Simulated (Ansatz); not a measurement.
# A series in volume scale on SnO₂

All results are calculated (Ansatz 0.2.0). Free energy against uniform scaling of the volume at fixed shape and fractions; periodic cell, basis, potentials, k mesh and filling as listed.

The cell before it is scaled or strained (space group R-3m, No. 166):
```
CELL_PARAMETERS angstrom
1.62250 0.93670 4.81650
-1.62250 0.93670 4.81650
0.00000 -1.87350 4.81650
ATOMIC_POSITIONS crystal
Sn 0.50000 0.50000 0.50000
O 0.23717 0.23717 0.23717
O 0.76283 0.76283 0.76283
```

Settings of every row: functional r2SCAN; dispersion none; potentials PAW; wave cutoff 653.07 eV; density cutoff 2612.3 eV; k mesh 8x8x8; k shift 0x0x0; occupations fixed; smearing width 0 eV; spin none.

Limits: the cell comes from a prototype or a list of computed structures and needn't be the stable phase.

| row | volume scale | V (Å³/atom) | energy above lowest point (meV/atom) |
| --- | --- | --- | --- |
| 1 | 0.9406 | 13.771 | 0 |
| 2 | 0.9703 | 14.206 | ? |
| 3 | 1 | 14.641 | 22.6 |
| 4 | 1.0297 | 15.076 | 50.6 |
| 5 | 1.0594 | 15.51 | 87.3 |

Question: what energy above lowest point should row 2 give?

Worked fit of energy above lowest point. Take u = (V_r/V)^(2/3) − 1 with V_r = 14.858 Å³ an atom, which is twice the finite (Eulerian) strain; such expansions in the strain, on which the Birch-Murnaghan equation of state is built, carry the rest volume and the bulk modulus. The shown rows have u = 0.05195, 0.00986, -0.00966, -0.02823. Least squares give energy above lowest point = 35.36 − 1432.3 × u + 14468 × u² meV/atom; a straight line predicts inner rows, each left out in turn, worse (root mean square 14 against 0.12 meV/atom). The rows lie off it by 0.0, 0.0, 0.1, 0.0. Its lowest point lies at u = 0.0495, or V = 13.82 Å³ an atom, and the curvature there gives the bulk modulus at fixed shape and fractions, B = (4/9)(1 + u)² E″(u)/V = 164 GPa. Letting shape and atoms relax would as a rule lower it, by much in layered, chain or molecular crystals. The withheld row has u = 0.03037, so the fit gives 35.36 − 1432.3 × (0.03037) + 14468 × (0.03037)² = 5.2 meV/atom.

The calculation gave 5.1 meV/atom. The fit lies 0.1 meV/atom (2 % of the value, 0.11 % of the column's range) above it, one unit of the last digit.
